A crystal calculation replaces an average over all electron waves by a sum over the waves at a few chosen wave vectors, the k-points. Hf₂S has a narrow, tall cell: its edge is 3.37 Å in the plane and 11.72 Å along the axis c. The mesh n×n×m has n divisions along each in-plane direction and m along c. The problem is to judge, from six finer meshes, what happens when a single k-point does all the work.

Hf₂S at fixed atomic positions, computed with Ansatz 0.2.0 using r2SCAN, scalar-relativistic PAW, no spin polarization, a 500 eV plane-wave cutoff, Gaussian smearing of 0.1 eV and Γ-centred k meshes. The reference mesh is 18x18x6. Energies are extrapolated to zero smearing; pressure is positive in compression and corrected for the finite cutoff.

```
 k mesh  energy less reference (meV per atom)  pressure less reference (GPa)  largest force change (eV/Å)  pressure (GPa)
  1x1x1                                     ?                              ?                            ?               ?
  3x3x1                                  35.5                          0.720                        0.216            1.60
  6x6x1                                  20.7                          0.284                        0.159            1.16
  6x6x2                                  -2.0                         -0.056                        0.031            0.82
12x12x2                                  -0.1                          0.001                        0.024            0.88
12x12x4                                   0.9                          0.012                        0.004            0.89
18x18x4                                   0.2                          0.010                        0.007            0.89
```

The errors come from density-functional calculations with the atoms held in place, and each is taken relative to the 18x18x6 mesh. By symmetry only hafnium can feel a force, and only along c, so the force column tests the height of the Hf layers.

(a) Starting from the 3x3x1 mesh, which direction needs more k-points, and why?

Solution. Both do, although the cell is tall. With one division along c, going from 3x3 to 6x6 in the plane lowers the energy by 14.8 meV per atom. A second division along c then lowers it by another 22.7 meV per atom and cuts the force error about fivefold. A long axis is therefore no licence for a single k-point along it.

The reason is that a mesh with n divisions treats the crystal as a closed ring of n cells. An electron that travels once around the ring meets its own starting point, and this false meeting is the sampling error. What counts is the length of the ring, not the number of k-points. Three cells in the plane make a ring of 10.12 Å, even shorter than one cell along c, so 3x3x1 suffers from both.

Along c the layers are not isolated. The cell edges and the Hf–S distance place Hf atoms of neighbouring layers about 3 Å apart, close enough to bond. Electrons moving through these contacts are the likely source of the error along c, though no band structure is at hand to test it. In a layered semiconductor such as HfS₂, with only weak contact between layers, doubling a ring of the same length along c should matter less.

Energy alone can flatter a mesh. The 12x12x2 mesh is only 0.1 meV per atom from the reference, yet 12x12x4 lies 1.0 meV per atom higher, while its force error falls from 0.024 to 0.004 eV/Å. The near-perfect energy of 12x12x2 thus owes something to cancelling errors. Since the reference mesh is not itself shown to be converged, tenths of a meV don't rank the last meshes.

(b) Predict the errors of the 1x1x1 mesh.

Solution. In a metal, the sharp boundary between filled and empty states makes the energy error fall roughly as the inverse cube of the ring length. Its sign may alternate, and smearing weakens the contribution of the longest rings. Errors in pressure and force can fall more slowly, so using the same law for them is a simplifying assumption. Adding the two directions, and setting the error to zero at the reference, gives

error = A (1/n³ − 1/18³) + C (1/m³ − 1/6³)

The constants A and C were fitted to the six known rows, separately for each quantity. For the energy of 1x1x1 the result, in meV per atom, is

443.7 × (1 − 1/18³) + 18.49 × (1 − 1/6³) ≈ 462

Nearly all of this comes from the in-plane term, whose size rests mainly on the 3x3x1 row. The model also has no change of sign, and it misses 6x6x2 by 6 meV per atom. Worse, it is a law for long rings, and here the ring is one cell of 3.37 Å, a distance at which atoms bond. An inverse square drawn through 3x3x1 and 6x6x1 would give about 190 meV per atom, an inverse fourth power about 1300, so the forecast needs a wide range:

energy error: about +460 meV per atom, range 100 to 2000
pressure error: about +13 GPa, range 3 to 40
pressure itself: near 14 GPa, range 4 to 41
largest force change: about 1.9 eV/Å, range 0.4 to 6

These ranges are judgement, guided by the rival powers, and not statistical error bars. The positive signs of the energy and pressure errors are less certain, with perhaps four chances in five. A single k-point at the zone centre pushes sulfur p states in the plane up, but it also catches s-like metal states where they lie low.

(c) Compare the forecast with the calculation.

The withheld rows as computed:

```
k mesh  energy less reference (meV per atom)  pressure less reference (GPa)  largest force change (eV/Å)  pressure (GPa)
 1x1x1                                1954.8                         29.982                        3.935           30.86
```

Solution. The signs are right and all four values fall within their ranges, but the central forecasts are too small. The energy error is 1955 meV per atom, more than four times the forecast and barely inside its range. The pressure error of 30 GPa and the force change of 3.9 eV/Å are each about twice the forecast. The pressure itself, near 31 GPa, is likewise about twice as high as predicted.

The energy exceeds even the inverse fourth-power estimate, whereas pressure and force lie between the inverse cube and the inverse fourth power. No single one of these powers therefore carries all three quantities from three cells down to one. A plausible reason is that the inverse cube describes only the long-range part of the error, which comes from the partly filled bands. Even those bands need not obey it on a ring as short as one bond. Completely filled bands add a part that dies away exponentially with ring length: it can be small at 10 Å and large at a bonding distance.

A chain of atoms, each with one p orbital pointing along the chain, shows how this works. At the zone centre the orbitals repeat without a change of sign, so the positive lobe of each faces the negative lobe of the next, and every contact is antibonding. If the band is full, the true sum contains as much bonding as antibonding, but the single k-point counts only the antibonding state. The energy comes out too high by an amount of the order of the coupling between neighbours, which is an energy of bonding size.

The chain explains a possible sign and scale, not the number 1955. An s orbital in its place would give the opposite sign.

Nor can chains of sulfur in the plane be the whole story. By themselves they would press outward only in the plane and put no force on hafnium. Yet the single k-point gives a stress of 30.3 GPa in the plane and 31.9 GPa along c, and it pushes every Hf atom along c. The 6x6x1 mesh, which also has one division along c, gives only 3.1 GPa in that direction. Poor sampling in the plane therefore also upsets the bonds that hafnium forms out of the plane. How the energy error divides among the orbitals was not computed, and why the energy missed by more than the pressure and force remains open.

For practical work, the one-point result describes a different bonding situation, not a slightly noisy Hf₂S. Its false pressure would drive a cell relaxation towards expansion, and its false force would shift the Hf layers. A sounder start is to choose divisions that give rings of similar length in every direction, as 6x6x2 does, and then to refine until energy, pressure and force have all settled. The printed analysis below gives the fits and the three misses.

The analysis program printed:

```
Repeat length of three cells in the plane, angstrom: 10.12
Energy, 3x3x1 less 6x6x1, meV per atom: 14.8
Pressure, 3x3x1 less 6x6x1, GPa: 0.436
Largest force change, 3x3x1 less 6x6x1, eV/angstrom: 0.057
Energy, 6x6x1 less 6x6x2, meV per atom: 22.7
Pressure, 6x6x1 less 6x6x2, GPa: 0.34
Largest force change, ratio of 6x6x1 to 6x6x2: 5.129
Energy, 12x12x4 less 12x12x2, meV per atom: 1
fit of E on 6 rows: coefficient of inplane 443.7 +/- 146, coefficient of alongc 18.49 +/- 3.9; rms 2.76, worst 6x6x2 6.2, leave-one-out rms 22.4
  rows outside the fit (model, value, miss): 1x1x1 462, 1955, -1493
fit of P on 6 rows: coefficient of inplane 13.05 +/- 3.2, coefficient of alongc 0.2231 +/- 0.083; rms 0.0595, worst 6x6x2 0.141, leave-one-out rms 0.488
  rows outside the fit (model, value, miss): 1x1x1 13.27, 29.98, -16.7
fit of F on 6 rows: coefficient of inplane 1.755 +/- 0.19, coefficient of alongc 0.1526 +/- 0.0051; rms 0.00363, worst 18x18x4 -0.00532, leave-one-out rms 0.0243
  rows outside the fit (model, value, miss): 1x1x1 1.907, 3.935, -2.03
Energy error of 1x1x1 by inverse square, meV per atom: 193.4
Energy error of 1x1x1 by inverse fourth power, meV per atom: 1298
Pressure error of 1x1x1 by inverse square, GPa: 5.371
Pressure error of 1x1x1 by inverse fourth power, GPa: 37.93
Force change of 1x1x1 by inverse square, eV/angstrom: 0.824
Force change of 1x1x1 by inverse fourth power, eV/angstrom: 5.08
Pressure at the reference mesh implied by the known rows, GPa: 0.8782
Forecast pressure of 1x1x1, GPa: 14.15
Energy error of 1x1x1, computed over forecast: 4.231
Pressure error of 1x1x1, computed over forecast: 2.259
Force change of 1x1x1, computed over forecast: 2.063
```
